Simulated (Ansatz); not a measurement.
# A series in volume per atom on Pb

Results calculated with Ansatz 0.2.0, not measured. Periodic Kohn-Sham DFT of a crystal at fixed atoms; pressure and stress are positive in compression; the energy is the free energy less that of spherical unpolarised free atoms; site moments are those in the method's own spheres, positive along +z.

Cell of the first row (space group Fm-3m, No. 225):
```
cell vectors (Å)
   0.0000     2.4695     2.4695
   2.4695     0.0000     2.4695
   2.4695     2.4695     0.0000
atoms (fractions of the cell vectors)
Pb  0.00000  0.00000  0.00000
```

Settings of every row: method all-electron LAPW; functional PBE; relativity scalar; k mesh 13x13x13; filling fermi-dirac; smearing width 0.05 eV; basis error target 0.25 meV/atom; nucleus gaussian.

Atom start moment: 0 on all atoms.

Limits: no spin-orbit coupling on heavy atoms.

| row | volume per atom (Å³) | pressure (GPa) | energy less free atoms (eV/atom) |
| --- | --- | --- | --- |
| 1 | 30.119 | 2.76 | -3.5405 |
| 2 | 31.063 | ? | ? |
| 3 | 32.024 | 0.01 | -3.556 |
| 4 | 32.985 | -1.044 | -3.5528 |
| 5 | 33.946 | -1.931 | -3.5438 |

Question: what pressure and energy less free atoms should row 2 give?

Worked fit of pressure. Take u = (V_r/V)^(2/3) − 1 with V_r = 32.505 Å³ an atom, which is twice the finite (Eulerian) strain; such expansions in the strain, on which the Birch-Murnaghan equation of state is built, carry the rest volume and the bulk modulus. The shown rows have u = 0.05214, 0.00999, -0.00973, -0.0285. Least squares give pressure = −0.5424 + 53.839 × u + 181.97 × u² GPa; a straight line predicts inner rows, each left out in turn, worse (root mean square 0.18 against 0.01 GPa). The rows lie off it by 0.001, -0.004, 0.005, -0.002 (root mean square 0.0034 GPa). The pressure vanishes at u = 0.0098, or V = 32.04 Å³ an atom, and there the bulk modulus at fixed shape and fractions is B = −V dP/dV = (2/3)(1 + u) dP/du = 38.6 GPa. The withheld row has u = 0.03071, so the fit gives −0.5424 + 53.839 × (0.03071) + 181.97 × (0.03071)² = 1.283 GPa.

The calculation gave 1.274 GPa. The fit lies 0.009 GPa (0.19 % of the column's range) above it; its largest miss of a shown row is 0.005 GPa.

Worked fit of energy less free atoms. Take u = (V_r/V)^(2/3) − 1 with V_r = 32.505 Å³ an atom, which is twice the finite (Eulerian) strain; such expansions in the strain, on which the Birch-Murnaghan equation of state is built, carry the rest volume and the bulk modulus. The shown rows have u = 0.05214, 0.00999, -0.00973, -0.0285. Least squares give energy less free atoms = −3.55521 − 0.1597 × u + 8.472 × u² eV/atom; a straight line predicts inner rows, each left out in turn, worse (root mean square 0.0084 against 0.00011 eV/atom). The rows lie off it by 0.0000, 0.0000, 0.0001, 0.0000. Its lowest point lies at u = 0.0094, or V = 32.05 Å³ an atom, and the curvature there gives the bulk modulus at fixed shape and fractions, B = (4/9)(1 + u)² E″(u)/V = 38.4 GPa. The withheld row has u = 0.03071, so the fit gives −3.55521 − 0.1597 × (0.03071) + 8.472 × (0.03071)² = -3.5521 eV/atom.

The calculation gave -3.5523 eV/atom. The fit lies 0.0002 eV/atom (1.3 % of the column's range) above it; its largest miss of a shown row is 0.0001 eV/atom.
